## Appendix: Adiabatic populations from diabatic wavepackets, for H$_3$ at the $D_{3h}$ seam

The two lowest doublet states of H$_3$ are degenerate ($E'$) at equilateral geometries. A vertical transition from a non-degenerate Rydberg state, whose nuclear frame resembles H$_3^+$, places a Gaussian packet on this seam with half its norm on each sheet. We compute the loss $L=\tfrac12-P_{\rm upper}$ from the upper cone after 0.5 fs in the linear $E\otimes e$ model

$$H=H_0\mathbf 1+\kappa\,(x\sigma_z+y\sigma_x),\qquad H_0=\frac{p_x^2+p_y^2}{2m}+\tfrac12 m\omega^2\rho^2 .$$

Here $x=\rho\cos\phi$ and $y=\rho\sin\phi$ are the $e'$ coordinates, normalised as Cartesian displacements so that $m=1.008$ u, and the real Pauli matrices act on the diabatic states 1 and 2. The inputs are $\hbar\omega=0.32$ eV, approximately the $e'$ quantum of H$_3^+$, and an illustrative slope $\kappa=8.0$ eV/Å. The initial state is the ground state $\psi_0$ of $H_0$ in diabatic state 1, with density $e^{-\rho^2/\ell^2}/\pi\ell^2$ and $\ell=\sqrt{\hbar/m\omega}$.

### 1. Estimate by hand

Ignore the coupling. State 1 has the potential $+\kappa x$: it is the upper state for $x>0$ and the lower one for $x<0$, and the packet slides towards negative $x$. Since 1 eV Å$^{-1}$ u$^{-1}$ is about 0.01 Å fs$^{-2}$, the acceleration is 0.08 Å fs$^{-2}$ and the shift after 0.5 fs is $d=\kappa t^2/2m\approx0.010$ Å. With $\hbar^2/m\approx0.004$ eV Å$^2$ the width is $\ell\approx0.11$ Å, and the density along $x$ at the centre is $1/\sqrt\pi\ell\approx5$ Å$^{-1}$. The norm carried across $x=0$ is $L\approx0.05$, so $P_{\rm upper}\approx0.45$.

### 2. Careful calculation

**The projector.** A real symmetric diabatic potential matrix can be written

$$\mathbf V=\bar V\mathbf 1+\tfrac12\Delta\,\mathbf A,\qquad \mathbf A=\cos2\theta\,\sigma_z+\sin2\theta\,\sigma_x,$$

with $\bar V=(V_{11}+V_{22})/2$, the gap $\Delta=\sqrt{(V_{11}-V_{22})^2+4V_{12}^2}$, $\cos2\theta=(V_{11}-V_{22})/\Delta$ and $\sin2\theta=2V_{12}/\Delta$. Because $\mathbf A^2=\mathbf 1$ and $\mathbf A$ is traceless, $\tfrac12(\mathbf 1+\mathbf A)$ projects on the eigenvalue $\bar V+\Delta/2$. It is a matrix that multiplies the packet at each geometry $R$ and contains no derivative. For a normalised state $(\chi_1,\chi_2)$,

$$P_{\rm upper}=\frac12+\frac12\int\Big[\cos2\theta\,\big(|\chi_1|^2-|\chi_2|^2\big)+2\sin2\theta\,{\rm Re}(\chi_1^*\chi_2)\Big]dR .$$

The adiabatic eigenvectors depend on $\theta$ and change sign around the seam; the projector depends on $2\theta$ and is single-valued. It is undefined on the seam itself, which has zero measure. In the present model $2\theta=\phi$ and $L=-\tfrac12\langle\mathbf A\rangle$.

**Units.** Lengths are now measured in $\ell=0.1138$ Å, energies in $\hbar\omega$ and times in $1/\omega=2.057$ fs. The coupling becomes $g\rho\mathbf A$ with $g=\kappa\ell/\hbar\omega=2.846$. At 0.5 fs, $\tau=\omega t=0.2431$ and $a=g\tau=0.692$. Since $a$ is not small while $\tau$ is, the coupling is kept to all orders and the expansion is in powers of $H_0$.

**First order in $H_0$.** Let $U(s)=e^{-igs\rho\mathbf A}=\cos b\rho-i\mathbf A\sin b\rho$ with $b=gs$, and write the state, up to a phase, as $U(\tau)W(\tau)\psi_0$ with $W=1-i\int_0^\tau U^\dagger(H_0-1)U\,ds+\dots$, the zero-point energy being 1. $U$ commutes with $\mathbf A$, and $\langle\mathbf A\rangle=\langle\cos\phi\rangle=0$ initially, so

$$\langle\mathbf A\rangle=2\,{\rm Im}\int_0^\tau\langle\psi_0|\mathbf A\,U^\dagger(H_0-1)U|\psi_0\rangle\,ds .$$

Here $(H_0-1)U\psi_0=-\tfrac12(\nabla^2U)\psi_0+\rho\,(\partial_\rho U)\psi_0$, with $\partial_\rho U=-ib\mathbf AU$. The relation $\partial_\phi^2\mathbf A=-\mathbf A$ gives

$$\nabla^2U=-b^2U-\frac{b\sin b\rho}{\rho}-i\mathbf A\Big(\frac{b\cos b\rho}{\rho}-\frac{\sin b\rho}{\rho^2}\Big).$$

After multiplication by $\mathbf AU^\dagger$, terms proportional to $\mathbf A$ vanish in the average over $\phi$. The part proportional to $\mathbf 1$ is

$$i\Big[\frac{b}{2\rho}-b\rho-\frac{\sin2b\rho}{4\rho^2}\Big].$$

With the radial weight $2\rho e^{-\rho^2}d\rho$, $\langle1/\rho\rangle=\sqrt\pi$ and $\langle\rho\rangle=\sqrt\pi/2$, so the first two terms cancel. The third averages to $-(\pi/4)\,{\rm erf}\,b$, by $\int_0^\infty e^{-\rho^2}\rho^{-1}\sin2b\rho\,d\rho=(\pi/2)\,{\rm erf}\,b$. Integration over $s$ yields

$$L_1=\frac{\pi}{4g}G(a),\qquad G(a)=a\,{\rm erf}\,a+\frac{e^{-a^2}-1}{\sqrt\pi}=\frac{a^2}{\sqrt\pi}\Big(1-\frac{a^2}{6}+\frac{a^4}{30}-\dots\Big).$$

At 0.5 fs, $G=0.2504$ and $L_1=0.0691$.

**Higher orders.** $\langle\mathbf A\rangle$ is even in $\tau$, because $H$, $\mathbf A$ and $\psi_0$ are real, and odd in $g$, so only odd powers of $H_0$ occur. In the electronic basis of $\sigma_y$ eigenvectors $\mathbf A$ has only the off-diagonal elements $e^{\pm i\phi}$, and $H$ splits into blocks of conserved vibronic angular momentum. The initial state lies in the two equivalent blocks $j=\pm\tfrac12$. Each is tridiagonal in oscillator states $k=0,1,2,\dots$ of alternating vibrational angular momentum $0$ and $\pm1$, with diagonal $k+1$ and off-diagonal $g(1,1,\sqrt2,\sqrt2,\sqrt3,\sqrt3,\dots)$. The elements of $\mathbf A$ are radial overlaps,

$$A_{2n',2n+1}=\frac{\Gamma(\frac32)}{\sqrt{n+1}}\sum_{q}\binom{1/2}{n'-q}\binom{-1/2}{n-q}\binom{q+1/2}{q},$$

with $q$ from 0 to the smaller of $n$ and $n'$. The Taylor series in $\tau$ through $\tau^8$, from nested commutators of these matrices, reproduces the expansion of $G$ and adds

$$L_3=-\frac{\sqrt\pi}{4}\tau^3\Big(\frac{a}{12}+\frac{13a^3}{180}-\frac{47a^5}{5040}+\dots\Big),$$

followed by terms of order $\tau^5$ at fixed $a$. At 0.5 fs $L_3=-0.0005$, so that

$$L=0.0686,\qquad P_{\rm upper}=0.431 .$$

Direct exponentiation of the block with 24 states gives the same digits.

### 3. Why the two differ

The careful loss is 1.37 times the estimate. The table passes from one to the other by successive factors.

| Step | Factor | $L$ |
|---|---|---|
| Hand estimate | | 0.05 |
| Unrounded, $g\tau^2/2\sqrt\pi$ | 0.949 | 0.0474 |
| Weight $\cos\phi$ in place of ${\rm sgn}\,x$ | 0.785 | 0.0373 |
| Coherence term | 2 | 0.0745 |
| All orders in $a$ | 0.927 | 0.0691 |
| Third order in $H_0$ | 0.993 | 0.0686 |

The second to fourth rows follow from first-order perturbation theory in $g$, which gives $\chi_1=(1+cx)\psi_0$ and $\chi_2=cy\,\psi_0$ with $c=-g(1-e^{-i\tau})$. The imaginary part, $-g\tau$ at short times, is a momentum kick and drops out of $L$ at this order. The real part, $-g\tau^2/2=-d/\ell$, is the shift.

*The weight.* The estimate counts state 1 as wholly upper or wholly lower, which gives $L=(d/\ell)\langle|x|\rangle$ with $\langle|x|\rangle=1/\sqrt\pi$. A round packet centred on the apex samples all angles $\phi$ equally, and near the $y$ axis state 1 is an even mixture of the sheets. The population term therefore gives $(d/\ell)\langle x\cos\phi\rangle$ with $\langle x\cos\phi\rangle=\sqrt\pi/4$, smaller by $\pi/4$.

*The coherence.* The amplitude $\chi_2$ is odd in $y$, as is $\sin\phi$, and it interferes with $\chi_1$ at first order in $g$. The contribution is $(d/\ell)\langle y\sin\phi\rangle$, equal to the population term because the cone is round. Physically, state 1 is an equal superposition of the two eigenstates of $\sigma_x$, which the force along $y$ drives in opposite directions, each towards the side on which it is the lower state. Diabatic populations alone miss half of the leading effect. The two terms sum to $(d/\ell)\langle\rho\rangle$, which is $\pi/2$ times the unrounded estimate.

*The saturation.* The gap at $\rho=\ell$ is $2\kappa\ell=1.82$ eV, and the two adiabatic components there gain a relative phase of one radian in 0.36 fs. This phase is the argument of $\sin2b\rho$. Once it is of order one, the transfer rate $dL_1/d\tau=(\pi/4)\,{\rm erf}\,a$ stops rising linearly and levels off. The same phase moves diabatic population: under $U$ alone state 2 holds $\tfrac12\langle\sin^2a\rho\rangle=0.18$ at 0.5 fs, more than twice $L$, while $P_{\rm upper}$ stays at $\tfrac12$. Diabatic transfer is thus no measure of non-adiabatic decay.

The factors move in opposite directions, and the balance shifts with time. At 1.0 fs the unrounded estimate is 0.19, whereas $L_1=0.230$ and $L_3=-0.013$ give $L=0.22$ and $P_{\rm upper}=0.28$. The closer match there is a cancellation between the factor $\pi/2$ and the saturation, not an improvement of the one-dimensional picture.

These numbers are the model's. A different curvature of the mean potential commutes with $U$ and $\mathbf A$ and leaves $L_1$ unchanged. Quadratic Jahn-Teller coupling changes $j$ by three units, so it has no first-order effect on this packet. The breathing mode is frozen, and the bound harmonic term misrepresents the dissociative lower sheet at later times. The early loss is proportional to the assumed $\kappa$, so its uncertainty passes directly into $L$. Wavepacket calculations on ab initio H$_3$ surfaces typically empty the upper cone within several femtoseconds, and the model's loss of about a fifth of the norm in the first femtosecond lies on that time scale.